# When a relaxed cell is the wrong cell

Before a metal's lattice constant goes into a strain or density estimate, someone has to choose how many k points the relaxation may use. A cheap mesh is tempting, because the relaxation finishes cleanly and returns a symmetric cell at nearly zero pressure. For this Ti2Co cell, the cheapest mesh gives a volume 23 % below that of the densest one. The next mesh gives almost the right volume, but with a different magnetic state.

Ti2Co (Fd-3m, six-atom primitive cell), cell and atoms relaxed with Ansatz 0.2.0: r2SCAN, scalar-relativistic PAW, collinear spins, light search for lower states, 500 eV plane-wave cutoff, Gaussian smearing of 0.1 eV, Gamma-centred k meshes. Volume change is relative to the starting cell of 12.70 Å³ per atom; a is the edge of the primitive cell.

```
  k mesh  volume per atom (Å³)  volume change (%)  length a (Å)
   1x1x1                11.677             -8.060         4.627
   2x2x2                15.049             18.490         5.036
   4x4x4                15.031             18.350         5.034
   6x6x6                15.088             18.800         5.040
10x10x10                15.096             18.860         5.041
```

The "volume change" column is measured from the common starting cell, and the printed lengths are edges of the primitive cell, not of the larger cubic one. This small cell is a model structure, not the larger one in which Ti2Co is known to crystallise. With a single k point the cell contracts by 8 %; with every denser mesh it expands by 18 to 19 %. That expansion only undoes a compressed start, which the denser meshes put at 23 to 25 GPa. The fault lies in the first row, where the cell moves the other way.

## Why one k point pulls the cell together

In a crystal, an electron level is spread into a band, and its energy depends on how the phase of the wave changes from one cell to the next. The total energy needs an average over all these phases. The 1x1x1 mesh takes only the Gamma point, where the wave repeats identically in every cell. In this compound that choice makes the energy far too low: by 11 eV per cell at the same starting geometry, or about a third of an electronvolt for each of the 34 valence electrons.

A constant error would leave the relaxed volume unchanged. This one changes with volume, because bands widen when atoms approach, and the filled levels at Gamma are then expected to lie further below the true average over the filled bands. The cell can therefore lower its energy falsely by shrinking. At the starting cell the denser meshes find a strong push outwards, whereas the single k point finds an inward pull of 14.5 GPa.

The size of the pull can be estimated. Ti and Co bond largely through d electrons, and the standard theory of d bands lets their coupling fall as the fifth power of the distance. Distance goes as the cube root of the cell volume $V$, so an energy error $\Delta E$ that follows the band width varies as $V^{-5/3}$. Pressure is minus the slope of energy with volume, which gives the pressure error

$$\Delta P=-\frac{d\,\Delta E}{dV}=\frac{5}{3}\,\frac{\Delta E}{V}.$$

The starting cell holds six atoms at 12.70 Å$^3$ each, or 76.2 Å$^3$. With $\Delta E=-11.04$ eV relative to the 10x10x10 mesh, and 1 eV/Å$^3$ equal to 160.2 GPa,

$$\Delta P=\frac{5}{3}\times\frac{-11.04}{76.2}\times160.2\ \text{GPa}\approx-38.7\ \text{GPa}.$$

Added to the 24.0 GPa of the 10x10x10 mesh, this predicts $-14.7$ GPa, close to the computed $-14.5$ GPa. The energy error was taken from the calculation, but the exponent came from theory and was not adjusted. Free-electron kinetic energy, which varies as $V^{-2/3}$, would leave a positive pressure of about 8 GPa, and the cell would expand. The reversal alone only rules out such a slow variation, since any exponent above about one would produce it. The close match in size favours the d-band picture, but one row cannot prove it: s levels are sampled at Gamma alone too, and the two errors may have combined to give so close a match.

The same error also accounts roughly for where the contraction stops. I combined it with a Murnaghan pressure curve, set by the starting pressure and final volume of the 10x10x10 run. The curve also needs the rate at which stiffness grows with pressure; values of 4 and 5, typical of metals, give false equilibrium volumes of 11.3 and 11.5 Å$^3$ per atom. The calculation found 11.7, so the model makes the cell shrink somewhat too far.

In this table the formula works only for the one large error. For the 2x2x2 mesh it predicts a pressure error of about $+1$ GPa, and the computed one is about $-1$ GPa. Its values for 4x4x4 and 6x6x6 are no better. Small errors need not follow one common band width, and the magnetic state may differ as well; the moments at the starting cell are not available to settle this.

## The quieter failure at 2x2x2

Judged by volume alone, 2x2x2 looks excellent: it lies 0.3 % below the densest mesh, nearer than 4x4x4 at 0.4 %. The magnetic moments show why this is no sign of convergence. In the 2x2x2 run the Ti moments point against those of Co and the cell carries 2.0 $\mu_\mathrm{B}$ in total. On the denser meshes all moments are parallel and the total is 4.8 to 4.9 $\mu_\mathrm{B}$.

The 2x2x2 run also ends 74 meV per atom above the densest one. That gap mixes the error of the mesh with the energy difference between the two magnetic orders, and these runs cannot separate the two. Restarting 2x2x2 from the parallel state would do so, provided the state survives; that is not certain, since this run carries a warning that the moment it was started with was not kept. Until then, the close volume is an agreement between two different states.

## What to check, and which mesh to use

A small final pressure is no safeguard. It shows that the cell has reached the minimum of the energy it was given, even if that energy is wrong; the run with one k point ends with the smallest residual pressure of all. Nor is a lower total energy a mark of quality, since adding k points can raise the energy as well as lower it.

A better test is to compute energy and pressure at the starting cell with one denser mesh. Here that comparison exposes the bad run before any relaxation, through a pressure of the opposite sign. The total moment offers another hint: it is exactly 6 $\mu_\mathrm{B}$ at 1x1x1, but 4.8 to 4.9 $\mu_\mathrm{B}$ on the three densest meshes. One k point supplies only a few discrete levels, which can easily leave a whole number of unpaired electrons, whereas partly filled bands in a magnetic metal usually do not. It is only a hint, because the total at 2x2x2 also lies close to a whole number.

For this cell, 4x4x4 is enough if half a percent in volume is acceptable. The last step, from 6x6x6 to 10x10x10, changes the volume by only 0.05 %, but so close a match may be partly luck: at the starting cell the 6x6x6 pressure is still 0.6 GPa away from that of the densest mesh, further than 4x4x4 at 0.3 GPa. Anyone who needs a tenth of a percent should test one more mesh. A denser mesh settles only the sampling. The search for lower magnetic states was light in every run, and r2SCAN tends to exaggerate moments in metals of this kind.

For a neighbouring transition-metal compound, the expected danger is greatest in small cells with wide, partly filled d bands. The sign of the error has to be computed, since it depends on which levels are filled, and here only one mesh had an error large enough to follow the simple scaling.
